Q: I have the computed loss function of silicon carbide, but the last three rows are hidden. The curve has a high peak and then comes down. Can physics tell me how fast it goes on falling, or must I just extend the line by eye?

Loss function of cubic SiC (F-43m, 2-atom cell) from Yambo 5.3.0: linear response in the optical limit with a long-range (LRC) kernel, α = −0.3, on Quantum ESPRESSO PBE states without quasiparticle correction. Field along y, damping 0.1 eV, 20×20×20 k-mesh, 29 bands in the sums, screening block 4 Ry; PseudoDojo 0.4.1 SR standard potentials, wave cutoff 1115.67 eV.

```
row  loss function  loss energy (eV)
  1          0.002             0.000
  2          0.002             1.055
  3          0.002             1.960
  4          0.002             3.015
  5          0.003             4.070
  6          0.022             5.126
  7          0.035             6.030
  8          0.056             7.085
  9          0.079             8.141
 10          0.114             9.196
 11          0.146            10.100
 12          0.152            11.160
 13          0.210            12.210
 14          0.269            13.270
 15          0.323            14.170
 16          0.387            15.230
 17          0.440            16.280
 18          0.590            17.340
 19          0.792            18.240
 20          1.145            19.300
 21          2.392            20.350
 22          4.484            21.410
 23          3.676            22.310
 24          2.746            23.370
 25          2.811            24.420
 26          2.036            25.480
 27          0.949            26.380
 28              ?                 ?
 29              ?                 ?
 30              ?                 ?
```

A: Physics can do it, if we first settle what the peak is. The loss function tells how readily a fast electron passing through the crystal gives up an energy E, which the table calls the loss energy. It follows from the dielectric function, whose real part ε₁ describes how the crystal screens a field and whose imaginary part ε₂ describes how it absorbs:

loss = ε₂ / (ε₁² + ε₂²)

Absorption stands in the numerator, but it also stands squared in the denominator, together with the screening.

Q: So strong absorption need not give a strong loss?

A: It can do the opposite. In the same crystal ε₂ has its highest peak at 6.63 eV, where it reaches about 26. By the formula the loss can never exceed 1/ε₂, which is about 0.04 there. The table is indeed very low in that region, with 0.035 at 6.03 eV and 0.056 at 7.085 eV. The electrons respond so strongly that they screen the passing charge, and little energy is lost. In a measurement the absorption peak should lie somewhat higher, because PBE makes band gaps too small and nothing here corrects that.

Q: Then the absorption must be weak at the large peak near 21 eV.

A: Yes. Turned round, the same bound says that ε₂ is at most 0.22 at 21.41 eV, where the loss is 4.484. The crystal absorbs little there, yet the loss is about a hundred times that near the absorption peak. This is possible only because ε₁ is close to zero as well. The field inside is the outside field divided by the dielectric function, so here it is magnified instead of screened. The valence electrons then swing together against the ions with hardly any outside field to drive them, and this collective motion is the plasmon.

Q: Is there a check that it really is the plasmon?

A: Count the electrons. Silicon and carbon bring four valence electrons each, and eight free electrons in the volume of one cell would oscillate at 23.1 eV. The reported loss peak lies at 21.6 eV, about 1.5 eV lower. That is close enough to support the assignment, though electrons in a crystal are not free and the estimate should not be asked for the exact position. Nor should the computed peak: a fixed attractive α is a device for absorption spectra, is expected to lower the plasmon slightly, and is not expected to be reliable for the loss.

Q: Now the far side of the peak. Why does the loss drop so quickly there?

A: Because ε₁ does not stay at zero. At energies well above most of the absorption, the binding of the electrons matters little and they respond almost as free charges. For free charges ε₁ rises towards one, the value of empty space. If we let it pass through zero at the peak energy E₀, it reads

ε₁ ≈ 1 − E₀²/E²

Close to the peak ε₁ is tiny, so a small step in energy multiplies it, and once it has outgrown ε₂ the loss goes down with its square. Further out ε₁ changes more slowly and the fall becomes gentler.

Q: You still need ε₂.

A: That is the weaker part of the argument. I assume that ε₂ falls as 1/E³, as it does for free electrons with a little friction, and that ε₂² is small beside ε₁². The loss is then ε₂/ε₁², which gives

loss ∝ E / (E² − E₀²)²

I take E₀ from the reported peak and the height from row 27 alone. Rows nearer the peak are less suitable. There ε₂² cannot be neglected, and the curve is uneven: row 25 lies slightly above row 24. The formula for ε₁ is also too rough there. Whatever ε₂ is, the loss cannot exceed 1/(2ε₁), and the formula would put that limit at 1.76 for row 26, where the table has 2.036. From row 27 on I use it as an approximation, not as a tested law.

Q: Please work one row through.

A: The energies step in a pattern that repeats every four rows, or 4.07 eV, so row 28 should lie at 23.37 + 4.07 = 27.44 eV. The difference E² − E₀² is 231 eV² at row 27 and grows to 288 eV² at row 28. Hence

loss ≈ 0.949 × (27.44/26.38) × (231/288)² ≈ 0.64

The loss should thus drop by about a third within one step, mostly because ε₁ has grown.

Q: How far would you trust that?

A: To a factor of 1.5 either way. If I start the same law from row 26 instead, it puts row 27 too high by a factor of 1.4, and I round that up. This is a judgement from one awkward step, not a statistical error. My forecast is a loss that keeps falling, ever more gently, with no second peak:

Row 28, near 27.44 eV: 0.64, range 0.42 to 0.95
Row 29, near 28.49 eV: 0.46, range 0.30 to 0.68
Row 30, near 29.55 eV: 0.34, range 0.23 to 0.51

Q: Is there any way to reach these rows without leaning on row 27?

A: There is a budget. The area under loss/E, taken over all energies, is fixed by how well the crystal screens a static field:

∫ (loss/E) dE = (π/2) (1 − 1/ε_static)

Here ε_static is the static dielectric constant with the ions held still, 7.555 in this calculation. I assume that it belongs to the same response as the loss column, which the data do not state. Leaving out the floor of 0.002 in rows 1 to 4, which is numerical since a true loss vanishes at zero energy, the known rows use up 85% of the budget, so 15% must lie at higher energies. Spread as a plain 1/E³ tail, that remainder gives 0.55, 0.49 and 0.44 for the three rows.

Q: That curve is flatter than yours. Why not prefer it?

A: It knows how much loss is left, but not where it sits, and it doesn't even pass through row 27. The remainder is also a small difference between two large numbers. An error of 2% of the whole budget, easily made when a sharp peak is sampled about every 1 eV, would change the remainder by 2/15, or 13%. I therefore keep the first forecast and use the budget as a second opinion.

Q: Then let us see the rows.

The withheld rows as computed:

```
row  loss function  loss energy (eV)
 28          0.609            27.440
 29          0.489            28.490
 30          0.457            29.550
```

A: All three values lie within their ranges, and the loss does fall ever more gently without a second peak. The first two rows are close: the forecast is 4% too high for row 28 and 7% too low for row 29, relative to the computed values. Row 30 is a poorer result. The computed loss is 0.457 where I said 0.34, so the forecast is about a quarter too low.

Q: It is inside the range, but the shape looks wrong. Your law wanted another clear drop, and the curve nearly levels off.

A: That is the right reading, and we can ask which half of the argument gave way. Suppose the formula for ε₁ holds from row 27 on. It gives 0.33 at row 27 and 0.47 at row 30, and multiplying the loss by ε₁² returns the absorption:

Row 27: ε₂ ≈ 0.949 × 0.33² ≈ 0.10
Row 30: ε₂ ≈ 0.457 × 0.47² ≈ 0.10

The same arithmetic gives about 0.09 for rows 28 and 29, a slight dip and a recovery. Keeping ε₂² in the denominator raises row 27 to 0.12, so on this reading the absorption ends these 3 eV about a tenth lower at most, whereas the 1/E³ law wanted it to lose more than a quarter.

Q: So the loss halved although the crystal absorbs almost as much?

A: If ε₁ is right, yes. The fall of the loss would then come mainly from the screening, from ε₁ moving away from zero, and the friction law for ε₂ would be the part that failed. That would be no great surprise: in a crystal, absorption comes from electrons lifted into particular empty bands, and it need not fade smoothly. But the formula for ε₁ already failed at row 26, so it may be off here too. A single value of the loss cannot tell which half is to blame. The whole curve can: the Kramers–Kronig relations, which tie the response at one energy to the losses at all others, turn it into both ε₁ and ε₂. Here ε₁ is set mostly by the large peak just below, so such an inversion is expected to keep it near the formula from row 27 on and to put the blame on ε₂. The direct test is simpler still: the run computed the dielectric function itself on 200 energy steps, and ε₁ and ε₂ can be read from it.

Q: Did the budget see this coming?

A: In part. Its flatter curve was too low for row 28, but it came within 0.02 of the computed loss in rows 29 and 30. That fits a crystal which still has a good deal to absorb at higher energies. A second sum rule, which counts electrons by weighting the loss with E instead of 1/E, points the same way: the rows up to 26.38 eV hold only about 60% of what eight electrons should give. That count is not exact with nonlocal potentials and 29 bands, and the budget's own 1/E³ tail would overfill it, so it says that loss remains higher up, not what shape it has. One row that lies too high is still thin evidence, because the crystal's states are sampled on a finite mesh and that can ripple the curve.

Q: What should I remember if I meet such a spectrum for another semiconductor?

A: Look for the loss peak where ε₁ passes through zero and ε₂ is small, not where the absorption is strong, and estimate its place from the number of valence electrons per volume. Above it, expect a steep fall once ε₁ has clearly left zero, which may take a few eV; further out, expect the loss to follow whatever ε₂ does. The printed analysis below lists the forecasts and misses row by row. What it cannot decide is whether the levelling at row 30 is real absorption into higher bands or a ripple of the mesh. Repeating the run on denser meshes until the curve stops changing would settle that, and energies beyond 30 eV would show whether the levelling goes on.

The analysis program printed:

```
Free-electron plasmon energy for 8 valence electrons per cell, eV: 23.08
Reported loss peak less free-electron estimate, eV: -1.527
Upper bound of the loss at the absorption peak (one over peak height): 0.03874
Upper bound of the imaginary dielectric part at the highest known row: 0.223
Back test, row 27 foretold from row 26, forecast over computed: 1.415
Back test, row 27 foretold from row 25, forecast over computed: 1.037
Share of the screening sum rule held by the known rows, percent: 84.75
Share of the electron-count sum rule held by the known rows, percent: 60.41
Energies of rows 28 to 30, eV: 27.44, 28.49, 29.55
Forecast loss, rows 28 to 30: 0.635, 0.455, 0.3405
Lower end of forecast, rows 28 to 30: 0.4233, 0.3033, 0.227
Upper end of forecast, rows 28 to 30: 0.9525, 0.6825, 0.5107
Rival sum-rule forecast, rows 28 to 30: 0.5539, 0.4949, 0.4435
Computed loss, rows 28 to 30: 0.609, 0.489, 0.457
Miss, forecast less computed, rows 28 to 30: 0.02602, -0.03399, -0.1165
```
